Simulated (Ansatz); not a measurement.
A correction line for B2PLYP/def2-TZVPP: atomisation energy

The atomisation energy (no zero-point term) in kJ/mol of 6 B-containing molecules: x at B2PLYP/def2-TZVPP, y at CCSD(T)/CBS estimate. Shapes, held fixed at every level: PBE0-D4/def2-TZVP. Flexible molecules stand in one conformer, not always the lowest. Programs: Ansatz 0.2.0.

| molecule | x (kJ/mol) | y (kJ/mol) |
| --- | --- | --- |
| BH(CH3)2(SH2) | 4489 | 4529 |
| BH(CH3)2(OH2) | 4707 | ? |
| BH(CH3)2(NH3) | 5044 | 5079 |
| C3H11BO (SMILES C[OH+][BH-](C)C) | 5887 | 5937 |
| B(CH3)3(NH3) | 6295 | 6344 |
| C4H12B2Cl2 (SMILES C[B-]1(C)[Cl+][B-](C)(C)[Cl+]1) | 7561 | 7631 |

Problem. Fit y = c + s·x to the known rows and predict y for BH(CH3)2(OH2).

Solution. 
1. Means of the 5 rows: x = 5855.20, y = 5904.0.
2. Σ(Δx)² = 5628737, Σ(Δx·Δy) = 5688243, so the slope is 5688243/5628737 = 1.0106.
3. Intercept: 5904.0 − (1.0106) × 5855.20 = -13.3. The largest residual of the fit is 5.6.
4. BH(CH3)2(OH2): -13.3 + 1.0106 × 4707 = 4744 kJ/mol.

CCSD(T)/CBS estimate gives 4749 kJ/mol, so the prediction is off by -5 kJ/mol, within the largest residual. Uncorrected, B2PLYP/def2-TZVPP misses BH(CH3)2(OH2) by -42 kJ/mol, and the other rows by 49 on average. The line removes about 85 % of this miss. Left out in turn, the other rows are missed by 8 kJ/mol on average, so much of the error is systematic among these molecules. The CBS estimate extrapolates MP2 from def2-TZVPP and def2-QZVPP and adds CCSD(T) − MP2 in the triple-zeta set, cores frozen.

B2PLYP underbinds all six molecules, and the shortfall broadly grows with the atomisation energy, which is why a line with a slope of 1.0106 removes most of it. Atomisation breaks every bond and loses the correlation energy of each newly formed electron pair, so small errors per bond add up instead of cancelling. The incomplete triple-zeta basis, to which the perturbative part of a double hybrid is sensitive, probably contributes alongside the functional's own error and missing dispersion.

Size is not the whole story. BH(CH3)2(NH3) has a smaller shortfall than both BH(CH3)2(SH2) and BH(CH3)2(OH2), although its atomisation energy is larger. This suggests a dependence on the donor atom and its bonds that a single line in the total energy cannot capture. The fit therefore supports interpolation among similar boron adducts, but says little about the strength of the dative bond itself, a small part of the total for which the errors of adduct and separated fragments would largely cancel.
